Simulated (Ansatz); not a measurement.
## AgPt3: pressure and energy less free atoms against volume per atom

All results are calculated (Ansatz 0.2.0). Periodic Kohn-Sham DFT of a crystal at fixed atoms; pressure and stress are positive in compression; the energy is the free energy less that of spherical unpolarised free atoms; site moments are those in the method's own spheres, positive along +z.

Cell of the first row (space group Pm-3m, No. 221):
```
CELL_PARAMETERS angstrom
3.82040 0.00000 0.00000
0.00000 3.82040 0.00000
0.00000 0.00000 3.82040
ATOMIC_POSITIONS crystal
Ag 0.00000 0.00000 0.00000
Pt 0.00000 0.50000 0.50000
Pt 0.50000 0.00000 0.50000
Pt 0.50000 0.50000 0.00000
```

Settings of every row: method all-electron LAPW; functional LDA; relativity scalar; k mesh 9x9x9; filling fermi-dirac; smearing width 0.08 eV; basis error target 0.5 meV/atom; nucleus gaussian.

Atom start moment: 0 on all atoms.

Limits: no spin-orbit coupling on heavy atoms.

```
row  volume per atom (Å³)  pressure (GPa)  energy less free atoms (eV/atom)
  1                 13.94          22.242                           -6.5302
  2                14.237          14.749                           -6.5643
  3                14.533            8.14                           -6.5853
  4                14.681           5.136                           -6.5915
  5                 14.83           2.315                           -6.5949
  6                14.978               ?                                 ?
  7                15.126          -2.817                           -6.5943
  8                15.423          -7.333                           -6.5848
  9                 15.72         -11.303                           -6.5675
```

Question: what pressure and energy less free atoms should row 6 give?

Worked fit of pressure. Take u = (V_r/V)^(2/3) − 1 with V_r = 14.755 Å³ an atom, which is twice the finite (Eulerian) strain; such expansions in the strain, on which the Birch-Murnaghan equation of state is built, carry the rest volume and the bulk modulus. The shown rows have u = 0.03861, 0.02411, 0.01016, 0.00336, -0.00337, -0.01642, -0.02909, -0.04136. Least squares give pressure = 3.7117 + 421.255 × u + 1467.11 × u² + 1411 × u³ GPa; a parabola predicts inner rows, each left out in turn, worse (root mean square 0.023 against 0.0089 GPa). The rows lie off it by -0.003, 0.008, -0.005, -0.008, 0.006, -0.001, 0.003, -0.001 (root mean square 0.0051 GPa). The pressure vanishes at u = -0.0091, or V = 14.96 Å³ an atom, and there the bulk modulus at fixed shape and fractions is B = −V dP/dV = (2/3)(1 + u) dP/du = 261 GPa. The withheld row has u = -0.00995, so the fit gives 3.7117 + 421.255 × (-0.00995) + 1467.11 × (-0.00995)² + 1411 × (-0.00995)³ = -0.336 GPa.

The calculation gave -0.333 GPa. The fit lies 0.003 GPa (0.0089 % of the column's range) below it; its largest miss of a shown row is 0.008 GPa.

Worked fit of energy less free atoms. Take u = (V_r/V)^(2/3) − 1 with V_r = 14.755 Å³ an atom, which is twice the finite (Eulerian) strain; such expansions in the strain, on which the Birch-Murnaghan equation of state is built, carry the rest volume and the bulk modulus. The shown rows have u = 0.03861, 0.02411, 0.01016, 0.00336, -0.00337, -0.01642, -0.02909, -0.04136. Least squares give energy less free atoms = −6.59348 + 0.5119 × u + 28.416 × u² + 20.4 × u³ eV/atom; a parabola predicts inner rows, each left out in turn, worse (root mean square 0.00032 against 5.1e-05 eV/atom). The rows lie off it by 0.0000, 0.0000, 0.0000, -0.0001, 0.0000, 0.0000, 0.0000, 0.0000. Its lowest point lies at u = -0.0091, or V = 14.96 Å³ an atom, and the curvature there gives the bulk modulus at fixed shape and fractions, B = (4/9)(1 + u)² E″(u)/V = 260 GPa. The withheld row has u = -0.00995, so the fit gives −6.59348 + 0.5119 × (-0.00995) + 28.416 × (-0.00995)² + 20.4 × (-0.00995)³ = -6.5958 eV/atom.

The calculation gave -6.5958 eV/atom. The fit meets it to the printed digit.
